In the high-temperature tetragonal form of HfO₂, an electric field along the a axis (xx) and one along the c axis (zz) meet different responses. Each response has an imaginary part $\varepsilon_2$, which measures absorption, and a real part $\varepsilon_1$, which measures how strongly the electrons are polarised. Both depend on the photon energy $E$. The results below 2 eV are hidden, and the task is to find them from the rest of the curve.

Independent-particle dielectric function of tetragonal HfO₂ (P4_2/nmc, a = 3.604 Å, c = 5.264 Å), without local fields or excitons and broadened by 0.1 eV; xx is along a and zz along c. Computed with Ansatz 0.2.0 using scalar-relativistic PBE without spin polarisation, plane-wave PAW, a cutoff of 420 eV and a 6×6×4 k mesh.

| photon energy (eV) | dielectric imaginary xx | dielectric imaginary zz | dielectric real xx | dielectric real zz |
| --- | --- | --- | --- | --- |
| 0 | ? | ? | ? | ? |
| 0.4 | ? | ? | ? | ? |
| 0.8 | ? | ? | ? | ? |
| 1.2 | ? | ? | ? | ? |
| 1.6 | ? | ? | ? | ? |
| 2 | 0 | 0 | 5.53 | 4.92 |
| 2.4 | 0 | 0 | 5.68 | 5.03 |
| 2.8 | 0 | 0 | 5.86 | 5.16 |
| 3.2 | 0 | 0 | 6.11 | 5.32 |
| 3.6 | 0 | 0 | 6.44 | 5.54 |
| 4 | 0 | 0 | 6.90 | 5.83 |
| 4.4 | 0 | 0 | 7.62 | 6.22 |
| 4.8 | 0.57 | 0 | 9.27 | 6.81 |
| 5.2 | 2.16 | 0.22 | 9.93 | 8.01 |
| 5.6 | 4.19 | 1.29 | 9.92 | 9.24 |
| 6 | 7.34 | 5.12 | 10.2 | 8.40 |
| 6.4 | 8.77 | 4.05 | 7.33 | 7.09 |
| 6.8 | 7.08 | 4.95 | 3.88 | 8.10 |
| 7.2 | 5.74 | 7.12 | 6.48 | 7.03 |
| 7.6 | 8.20 | 5.84 | 5.22 | 6.04 |
| 8 | 8.64 | 9.37 | 4.97 | 7.69 |
| 8.4 | 9.83 | 9.39 | 1.69 | 2.23 |
| 8.8 | 8.19 | 7.77 | 0.33 | 2.15 |
| 9.2 | 6.32 | 9.9 | -0.27 | 1.64 |
| 9.6 | 6.30 | 7.78 | -0.19 | -1.29 |
| 10 | 5.88 | 6.5 | 0.07 | -2.24 |
| 10.4 | 5.74 | 4.59 | -1.68 | -2.57 |
| 10.8 | 4.89 | 3.49 | -2.04 | -1.85 |
| 11.2 | 3.66 | 3.94 | -2.08 | -0.98 |
| 11.6 | 3.18 | 2.7 | -1.62 | -2.38 |
| 12 | 2.57 | 1.71 | -1.41 | -1.71 |
| 12.4 | 2.15 | 1.49 | -1.61 | -0.67 |
| 12.8 | 1.57 | 1.59 | -1.23 | -0.31 |
| 13.2 | 1.41 | 1.6 | -0.81 | -0.26 |
| 13.6 | 1.26 | 1.58 | -0.30 | -0.20 |
| 14 | 1.46 | 1.66 | -0.14 | -0.31 |

**(a) What should the imaginary parts be below 2 eV, and what shape should the real parts have there?**

*Solution.* A photon is absorbed when it can lift an electron from a filled band to an empty one. In HfO₂ this means, by the usual chemistry of such oxides, from oxygen 2p to hafnium 5d states. The table shows the first visible absorption at 4.8 eV for xx and at 5.2 eV for zz. Below 2 eV the photon is far too weak, so the forecast is zero in both directions.

These onsets are not the fundamental gap. On the k mesh of the run that gap is 4.67 eV and indirect: its two band edges lie at different k points, so it does not appear as absorption here. The smallest direct gap on the same mesh is 4.73 eV. They probably also lie too low compared with nature, because PBE generally makes gaps too small.

The real part does not vanish with the absorption. Below their transition energies the bound electrons still follow the field, like masses on springs driven more slowly than they would swing by themselves. The closer the drive comes to resonance, the larger the swing. The Kramers–Kronig relation turns this into a sum over all absorbing energies $E'$:

$$\varepsilon_1(E)=1+\frac{2}{\pi}\int \frac{E'\,\varepsilon_2(E')}{E'^2-E^2}\,dE'$$

Below the onset every $E'$ that counts is larger than $E$, and the integrand can be expanded:

$$\frac{E'\varepsilon_2}{E'^2-E^2}=\frac{\varepsilon_2}{E'}\left(1+\frac{E^2}{E'^2}+\frac{E^4}{E'^4}+\dots\right)$$

Only even powers of $E$ appear, all with positive coefficients. The real part must therefore start flat at zero energy and then rise ever more steeply. For equal absorption, the lowest transitions add most to the steepening, because they have the smallest $E'$ in the denominators.

**(b) Predict the real parts at 0, 0.4, 0.8, 1.2 and 1.6 eV, with an error bar.**

*Solution.* The integral needs absorption at all energies, but the table stops at 14 eV. The remedy is to ask only for the difference from a known row. Subtracting the relation at 2 eV from the relation at $E$, and replacing the integral by a sum over the rows with their step of 0.4 eV, gives (energies in eV)

$$\varepsilon_1(E)=\varepsilon_1(2)-\frac{2}{\pi}\,0.4\sum_{E'}\frac{E'\,\varepsilon_2(E')\,(4-E^2)}{(E'^2-E^2)(E'^2-4)}$$

Nothing is fitted. Absorption beyond the table now hardly matters: even at 14 eV, a transition contributes only 2 % more at 2 eV than at zero energy, since $196/192=1.02$.

Take xx at zero energy. Each row then contributes $4\varepsilon_2/[E'(E'^2-4)]$ to the sum. At 6 eV, for example, this is $4\times7.34/(6\times32)=0.153$. The five rows from 4.8 to 6.4 eV give

$$0.025+0.072+0.109+0.153+0.148=0.51$$

and the nineteen rows above them give 0.60 in the same way. The result is

$$\varepsilon_1(0)=5.53-\frac{2}{\pi}\times0.4\times1.11=5.25$$

Five rows near the onset thus supply almost half of the change between 0 and 2 eV.

The same procedure, with the sum expanded in even powers up to $E^{10}$, gives all the forecasts:

- Real xx: 5.25, 5.26, 5.29, 5.34 and 5.42, each ±0.03.
- Real zz: 4.72, 4.72, 4.75, 4.79 and 4.84, each ±0.03.

The rise from 0 to 0.4 eV should be only about 0.01. At zero energy, xx should exceed zz by 0.53 ± 0.04.

The known rows at 2.4, 2.8 and 3.2 eV allow a test, since their real parts did not enter the sum. It reproduces them to about 0.01 in both directions. This shows that the coarse sum is good enough, not that PBE is right. The error bar is a judgement that covers the rounded value at 2 eV, the coarse energy step and the absorption above 14 eV. That last omission should make the forecasts slightly too high, and the misses should share a sign because all rows hang on the same anchor.

Two simpler recipes serve as a contrast for xx at zero energy. A straight line in $E$ through the rows at 2 and 2.4 eV gives 4.78, which should be far too low because it ignores the flattening. A single oscillator, $\varepsilon_1-1=A/(E_1^2-E^2)$, with $A$ and $E_1$ set by the rows at 2 and 3.2 eV, gives 5.22. It should come out slightly low and fail near the onset.

**(c) Compare the forecasts with the computed values. What decides success or failure, and why does xx lie above zz?**

The withheld rows as computed:

| photon energy (eV) | dielectric imaginary xx | dielectric imaginary zz | dielectric real xx | dielectric real zz |
| --- | --- | --- | --- | --- |
| 0 | 0 | 0 | 5.25 | 4.71 |
| 0.4 | 0 | 0 | 5.26 | 4.72 |
| 0.8 | 0 | 0 | 5.29 | 4.74 |
| 1.2 | 0 | 0 | 5.34 | 4.78 |
| 1.6 | 0 | 0 | 5.42 | 4.84 |

*Solution.* The imaginary parts are zero, and all ten real parts lie well inside their error bars. The largest miss is about 0.007, less than one unit of the last printed digit. The real parts rise by 0.01 from 0 to 0.4 eV in both directions, as forecast. The error bar of 0.03 was more cautious than it needed to be.

The forecast about the signs of the misses did only half as well. For zz all five predictions are slightly high, but for xx some are high and some low. Deviations this small are comparable with the rounding of the table, so neither pattern says anything about the absorption above 14 eV.

The value of the anchor shows when it is removed. Adding 1 to the plain sum over the printed absorption gives 4.65 for xx at zero energy, against the computed 5.25. Most of this shortfall of 0.60 presumably belongs to transitions above 14 eV. They add an almost constant amount to the real part at low energy, so the difference between two rows loses nearly all of it. The computed real part has a similar weakness, because it includes only the bands that were solved. Its absolute height is therefore less secure than its shape. The run also reports a separate static constant, 5.43 for xx and 4.90 for zz. Both lie almost 0.2 above the curve at zero energy, as expected if higher bands are missing from the curve.

The two simple recipes fail as foreseen. The straight line is too low by 0.47, because it carries the slope at 2 eV into a region where the curve levels off. The single oscillator misses by only 0.03 at zero energy, since it has the right even form. At 4.4 eV, however, it is too low by 0.33: one average transition energy lacks the lowest transitions, which make the real curve shoot up just before the onset.

The same reasoning explains the difference between the directions. In all five rows from 4.8 to 6.4 eV, xx absorbs more strongly than zz. In the plain sum at zero energy these rows alone put xx ahead by 0.54, while everything from 6.8 to 14 eV adds only 0.04, because there the lead changes hands repeatedly. The computed difference is 0.54. In this crystal the order of the two directions in the transparent range thus follows the absorption near the edge. Where the higher absorption does not nearly cancel, that need not hold.

A neighbouring calculation with a hybrid functional would normally open the gap. If it moved the absorption to higher energies without much change in its strength, the factors $1/E'$ and $1/E'^3$ would shrink, and the curve below the onset would become both lower and flatter. Electron–hole attraction and local fields, which are absent here, would reshape the absorption as well, so the outcome could not be read from the gap alone.

For a gate dielectric, the flat stretch near zero energy is the electronic share of the permittivity. The larger share in HfO₂ comes from the motion of the ions, which this curve does not contain. To extend such a curve to zero energy, take its height from a computed row well below the onset, and use the absorption only for the difference.
